Notes on the Born criteria for hexagonal, tetragonal and trigonal crystals

1. Premises and conventions

I take a perfect crystal in an equilibrium reference state with zero stress and deform it homogeneously by a small symmetric strain ε_ij. The axis z lies along c. I use Voigt strains with engineering shears: e1 = ε11, e2 = ε22, e3 = ε33, e4 = 2ε23, e5 = 2ε13, e6 = 2ε12. Stiffnesses are in GPa. There are three premises.

(a) The Helmholtz free energy per reference volume is smooth in the strain. The linear term is the stress, which vanishes, so the leading change is U = ½ Σ C_ij e_i e_j, with C symmetric and 21 independent entries. At finite temperature the C_ij are the isothermal constants.

(b) The atoms inside the cell relax at each strain, so C is the relaxed-ion stiffness.

(c) U is unchanged when the strain is transformed by any operation of the point group.

Born's condition is U > 0 for every nonzero strain, that is, C positive definite. This is sufficient for a strict local minimum against homogeneous strain. A negative direction means instability. A zero direction is left to higher-order terms.

Inversion leaves ε_ij unchanged, and every improper operation is a rotation times inversion, so only the Laue class matters. I write -3 for "bar 3". The classes are 6/m (point groups 6, -6, 6/m), 6/mmm (622, 6mm, -6m2, 6/mmm), 4/m (4, -4, 4/m), 4/mmm (422, 4mm, -42m, 4/mmm), -3 (3, -3) and -3m (32, 3m, -3m). Each Laue class has an n-fold rotation about z with n = 6, 4 or 3. The classes 6/mmm, 4/mmm and -3m also have twofold axes normal to z, and I put x along one of them.

2. Strain components that only change phase under rotation about c

Let n₊ = (1, i, 0) and let R be the rotation by φ about z, with R11 = R22 = cos φ and R21 = −R12 = sin φ. Then Rᵀn₊ = (cos φ + i sin φ, −sin φ + i cos φ, 0) = e^(iφ) n₊, and Rᵀẑ = ẑ. I define

s = n₊·ε·n₊* = e1 + e2
u = 2 n₊·ε·ẑ = e5 + i e4
w = n₊·ε·n₊ = d + i e6, with d = e1 − e2.

Under ε → RεRᵀ each n₊ brings a factor e^(iφ) and each n₊* a factor e^(−iφ). So s and e3 are unchanged, u → e^(iφ)u and w → e^(2iφ)w. I assign an index m: 0 for s and e3, ±1 for u and u*, ±2 for w and w*. The map from (e1 … e6) to (s, e3, Re u, Im u, Re w, Im w) is linear and invertible, so positive definiteness can be tested in the new variables.

The quadratic monomials sort by total m:

m = 0: s², s e3, e3², |u|², |w|² (5 real coefficients)
m = ±1: s u, e3 u, u*w (6)
m = ±2: s w, e3 w, u² (6)
m = ±3: u w (2)
m = ±4: w² (2)

Because U is real, a monomial and its conjugate carry conjugate coefficients, which gives two real numbers per pair. The total is 21, so the list is complete. A monomial of index m is multiplied by e^(2πim/n) under the n-fold rotation. The monomials are linearly independent, so invariance of U forces the coefficient to zero unless m is a multiple of n. For n = 6 only m = 0 survives, since |m| ≤ 4. For n = 4 the term w² survives as well, and for n = 3 the term u w. The general form is

U = ½A s² + C13 s e3 + ½C33 e3² + ½C44|u|² + ½G|w|² + ½Re(K w²) + Re(L u w) (1)

with A, C13, C33, C44, G real, K complex and present only for n = 4, L complex and present only for n = 3.

3. Translation to Voigt constants

In ½ΣC_ij e_i e_j the coefficient of e_i² is ½C_ii and that of e_i e_j with i ≠ j is C_ij. From s e3 = e1e3 + e2e3 I read C23 = C13, and from |u|² = e4² + e5² I read C55 = C44 and C45 = 0. Since e1 and e2 enter the e1, e2 sector of (1) only through s² and d², C22 = C11, and

½C11(e1² + e2²) + C12 e1e2 = ¼(C11 + C12)s² + ¼(C11 − C12)d².

Hence A = (C11 + C12)/2, and the coefficient of ½d² is C′ = (C11 − C12)/2.

Tetragonal. With K = K1 + iK2 and w² = d² − e6² + 2i d e6,

½G|w|² + ½Re(K w²) = ½(G + K1)d² + ½(G − K1)e6² − K2 d e6.

So C′ = G + K1, C66 = G − K1, C16 = −K2 and C26 = +K2 = −C16. Inverting, G = (C′ + C66)/2, K1 = (C′ − C66)/2, K2 = −C16.

Hexagonal and trigonal. K = 0, so G = C′ = C66. Here C66 = (C11 − C12)/2 is no independent constant.

Trigonal. With L = L1 + iL2 and u w = (e5 d − e4e6) + i(e4 d + e5e6),

Re(L u w) = L1(e5 d − e4e6) − L2(e4 d + e5e6).

So C15 = −C25 = −C46 = L1 and C14 = −C24 = C56 = −L2. Thus L = C15 − iC14 and |L|² = C14² + C15².

Twofold axis along x. The operation (x, y, z) → (x, −y, −z) reverses e5 and e6 and keeps the rest, so u → −u* and w → w*. The m = 0 terms are untouched, which is why 6/m and 6/mmm share one matrix with 5 constants. For n = 4, w² → (w²)*, Im w² changes sign, and K2 = 0: C16 = 0 in 4/mmm (6 constants, against 7 in 4/m). For n = 3, u w → −(u w)*, Re(u w) changes sign, and L1 = 0: C15 = 0 in -3m (6 constants, against 7 in -3).

4. Positivity, block by block

In (1) the variables fall into groups with no cross terms between them. A sum of quadratic forms in disjoint variables is positive definite exactly when each form is: sufficiency is plain, and necessity follows by setting the other groups to zero.

Lemma. For a ≠ 0, ½a x² + b x y + ½c y² = ½a(x + b y/a)² + ½(c − b²/a)y². Setting y = 0 shows that a > 0 is needed. Setting x = −b y/a shows that c − b²/a > 0 is needed. Together they suffice. The form is positive definite if and only if a > 0 and a c > b².

Block (s, e3), the same in all classes. The lemma with a = A, b = C13, c = C33 gives C11 + C12 > 0 and

D = C33(C11 + C12) − 2C13² > 0.

C33 > 0 follows from these two and needs no separate line.

Hexagonal. The terms ½C44|u|² and ½C66|w|² are separate sums of squares, so C44 > 0 and C11 − C12 > 0. The pair C11 + C12 > 0, C11 − C12 > 0 is the statement C11 > |C12|.

Tetragonal. The u block gives C44 > 0. The w block is ½C′d² + C16 d e6 + ½C66 e6², and the lemma gives C′ > 0 and C′C66 > C16², that is 2C16² < C66(C11 − C12). In 4/mmm, C16 = 0 and the second condition reduces to C66 > 0. In 4/m, C66 > 0 is implied by the two conditions. The complex form gives the same result: Re(K w²) runs down to −|K||w|² as the phase of w is varied, so the condition is G > |K|, and G² − |K|² = (G + K1)(G − K1) − K2² = C′C66 − C16².

Trigonal. Here u and w are coupled in a four-dimensional block,

U₄ = ½C44|u|² + ½C66|w|² + Re(L u w).

At fixed |u| and |w| the phases are free, and the minimum of Re(L u w) over them is −|L||u||w|, which is attained. So U₄ > 0 everywhere exactly when f = ½C44 p² − |L| p q + ½C66 q² > 0 for all p, q ≥ 0, not both zero. Setting q = 0 gives C44 > 0. Then f = ½C44(p − |L|q/C44)² + ½(C66 − |L|²/C44)q². The point p = |L|q/C44 lies in the allowed quadrant, so C44C66 > |L|² is necessary, and with C44 > 0 it is sufficient. With C66 = (C11 − C12)/2 it reads 2(C14² + C15²) < C44(C11 − C12). Given C44 > 0 it implies C11 − C12 > 0, so listing that condition too changes nothing.

5. Result

Necessary and sufficient for positive definite C:

All six Laue classes: C11 > |C12|, 2C13² < C33(C11 + C12), C44 > 0.
6/m and 6/mmm: nothing further.
4/mmm: also C66 > 0.
4/m: also 2C16² < C66(C11 − C12).
-3m: also 2C14² < C44(C11 − C12).
-3: also 2(C14² + C15²) < C44(C11 − C12).

Choice of axes. Turning the coordinate axes by φ about c multiplies u by e^(−iφ) and w by e^(−2iφ), so K acquires e^(4iφ) and L acquires e^(3iφ), while A, C13, C33, C44, G, |K| and |L| stay fixed. The criteria involve only these invariants. A turn of 45° in 4/mmm sends K to −K and exchanges C′ and C66. A turn of 30° in -3m moves all of C14 into C15, and a turn of 60° reverses its sign, so the sign convention for C14 has no effect on the verdict.

Determinants. With s/√2 and d/√2 in place of e1 and e2 the change of variables is orthogonal, and det C is the product of block determinants. The (s/√2, e3) block has diagonal C11 + C12, C33 and off-diagonal √2 C13, with determinant D. The tetragonal (d/√2, e6) block has determinant C66(C11 − C12) − 2C16². In the trigonal case I turn the axes until L1 = 0, which keeps det C. The block splits into (d/√2, e4) with determinant 2(C44C66 − |L|²) and (e5, e6) with determinant C44C66 − |L|². So

tetragonal: det C = D C44² [C66(C11 − C12) − 2C16²]
trigonal and hexagonal: det C = 2D (C44C66 − C14² − C15²)².

The squared factors belong to doubly degenerate modes. They touch zero without changing sign, so det C > 0 cannot detect these instabilities.

Eigenstiffnesses. To measure margins I normalise with the rotation-invariant length ε:ε = ½s² + e3² + ½|u|² + ½|w|², which means using s/√2, e3, u/√2, w/√2 as coordinates. The eigenvalues of the 2×2 blocks are then

λ± = ½(C11 + C12 + C33) ± √[¼(C11 + C12 − C33)² + 2C13²] (all classes)
hexagonal: 2C44 twice, 2C66 twice
tetragonal: 2C44 twice, 2(G ± |K|)
trigonal: μ± = C44 + C66 ± √[(C66 − C44)² + 4|L|²], each twice.

The trigonal pair comes from the block with diagonal 2C44, 2C66 and off-diagonal 2|L|.

Two consistency tests. For an isotropic solid, C11 = C33 = λ + 2μ and C12 = C13 = λ give D = 2μ(3λ + 2μ), so the criteria reduce to positive shear and bulk moduli. Under a small pressure P the equilibrium equations are (C11 + C12)e1 + C13e3 = −P and 2C13e1 + C33e3 = −P with e2 = e1. They give e1 = −P(C33 − C13)/D and e3 = −P(C11 + C12 − 2C13)/D, and the single-crystal bulk modulus is

B₀ = −P/(2e1 + e3) = D/(C11 + C12 + 2C33 − 4C13).

The denominator equals 2U at s/√2 = 1, e3 = −√2, so it is positive in a stable crystal and B₀ > 0.

6. Range of validity

Pressure. Let the reference state be under hydrostatic pressure P that stays constant during the deformation. The potential is F + PV. With the Lagrangian strain η measured from the compressed state, F/V0 changes by −P tr η + ½ΣC_ij e_i e_j, with e_i now the Voigt components of η and C the second derivatives of F/V0. The volume ratio is √det(1 + 2η) = exp[½ tr ln(1 + 2η)] = exp[tr η − tr η² + …] = 1 + tr η + ½(tr η)² − tr η² + … The linear terms cancel and U gains P[½(s + e3)² − ½s² − e3² − ½|u|² − ½|w|²] = P[s e3 − ½e3² − ½|u|² − ½|w|²]. This has the form (1), so the criteria hold with C13 → C13 + P, C33 → C33 − P, C44 → C44 − P, G → G − P, and A, K, L unchanged. In Voigt terms C11 → C11 − P, C12 → C12 + P, C66 → C66 − P. All C_ij are those of the compressed state. Slopes of Cauchy stress against small strain about the hydrostatic state already are the shifted coefficients, and P must not be applied to them a second time. One atmosphere is 1.0×10⁻⁴ GPa, or 6×10⁻⁶ of the C44 = 16 GPa used below for Mg. A pressure of 1 GPa is 6 per cent of it. Non-hydrostatic stress, as in a strained film, is outside this derivation, because the work term then depends on how the load is applied.

Internal relaxation. In hcp the two sublattices can shift against each other in the basal plane by ξ = ξx + iξy. The sixfold screw turns ξ by 60° and exchanges the sublattices, so ξ gains −e^(iπ/3) = e^(−2πi/3), w gains e^(2πi/3), and ξw is invariant. A coupling of ξ to u is excluded by the basal mirror, under which u is odd and ξ even. The energy is ½Φ|ξ|² + ½C66⁰|w|² + Re(Λξw), with C66⁰ the clamped-ion value. For Φ > 0, completing the square puts the minimum at ξ = −(Λw)*/Φ and gives C66 = C66⁰ − |Λ|²/Φ. Clamped-ion constants overstate the basal shear stiffness. The relaxed ones must be used, and Φ > 0 is a separate requirement.

Isothermal and adiabatic constants. With compliance S = C⁻¹, expansion vector α, entropy density Σ and heat capacity c_p per volume at constant stress, de = S_T dσ + α dT and, by a Maxwell relation, dΣ = α·dσ + (c_p/T)dT. Setting dΣ = 0 gives S_T = S_ad + (T/c_p)ααᵀ. In these classes only the m = 0 components α1 = α2 = αa and α3 = αc are allowed, so only the (s, e3) block is affected. For finite c_p > 0 the added term is positive semidefinite, and positive definite adiabatic constants imply positive definite isothermal ones. The margin shrinks: the determinant of a rank-one update gives D_ad/D_T = 1 + (T/c_p)αᵀC_ad α, with αᵀCα = 2(C11 + C12)αa² + 4C13αaαc + C33αc².

Piezoelectric classes. The form of C is unchanged, but the constants at fixed displacement exceed those at fixed field by a positive semidefinite term, so the fixed-field set is the stricter test.

What the criteria leave open. A long acoustic wave with polarisation a and wave vector k produces the nonzero strain sym(a⊗k), so positive definite C makes all sound velocities real. The converse fails: an isotropic solid has real velocities for μ > 0 and λ + 2μ > 0, which is weaker than 3λ + 2μ > 0. The criteria say nothing on phonons at finite wave vector or on optical modes, and nothing on the global minimum. A phase can give way by a first-order transition with every inequality still satisfied.

7. Numerical illustration

The inputs are typical room-temperature adiabatic constants, approximate and rounded to 1 GPa. All results are those of this input set.

Inputs (GPa): C11, C12, C13, C33, C44
Mg: 60, 26, 22, 62, 16
Ti: 162, 92, 69, 181, 47
Zn: 163, 31, 48, 60, 39

I define r = 2C13²/[C33(C11 + C12)], which must stay below 1, and the limiting |C13| = √[C33(C11 + C12)/2] with the other constants fixed.

Quantity: Mg, Ti, Zn
C11 + C12 (GPa): 86, 254, 194
C66 (GPa): 17, 35, 66
D (10³ GPa²): 4.4, 36, 7.0
r: 0.18, 0.21, 0.40
limiting |C13| (GPa): 52, 152, 76
B₀ (GPa): 36, 107, 58
2C44 (GPa): 32, 94, 78
2C66 (GPa): 34, 70, 132
λ− (GPa): 41, 113, 32
λ+ (GPa): 107, 322, 222

All three sets satisfy the three hexagonal criteria, and they differ in the softest direction. For the Mg set the two shears, 32 and 34 GPa, cannot be ranked at this rounding. For the Ti set the basal shear w is softest, so C11 > |C12| is the condition to watch. For the Zn set the softest mode lies in the (s, e3) block. The first row of the eigenvalue equation gives e1/e3 = −C13/(C11 + C12 − λ−) = −0.30, a stretch along c with a basal contraction, which changes c/a. Its r of 0.40 is the largest of the three, and a change of 1 GPa in C13 moves it by 4 per cent of its value, small against the distance to 1. For the thermal correction in Zn I take the typical values αa ≈ 13×10⁻⁶ K⁻¹, αc ≈ 64×10⁻⁶ K⁻¹ and c_p ≈ 2.8 MJ m⁻³ K⁻¹ at 300 K. Then αᵀCα = 4.7×10² Pa K⁻² and D_ad/D_T − 1 = 0.05, of the order of the input rounding and far from changing the verdict.

The hcp metals do not exercise the coupling condition, so I add sapphire, α-Al2O3 (class -3m), a common epitaxy substrate. Typical approximate inputs are C11 = 497, C12 = 163, C13 = 115, C33 = 500, C44 = 147 and |C14| = 22 GPa. Then C66 = 167 GPa, r = 0.080, and C14²/(C44C66) = 0.020, well below 1. The coupling moves the eigenstiffnesses from 294 and 334 GPa to μ− = 266 and μ+ = 362 GPa, and μ− is the lowest of the set since λ− = 399 GPa. The limiting |C14| is √(C44C66) = 157 GPa. If I replace C14 by an invented 160 GPa and keep the rest, the three common criteria still hold and det C is still positive, yet μ− = −6.6 GPa, twice degenerate. That model crystal is unstable, and among the listed criteria only 2C14² < C44(C11 − C12) shows it.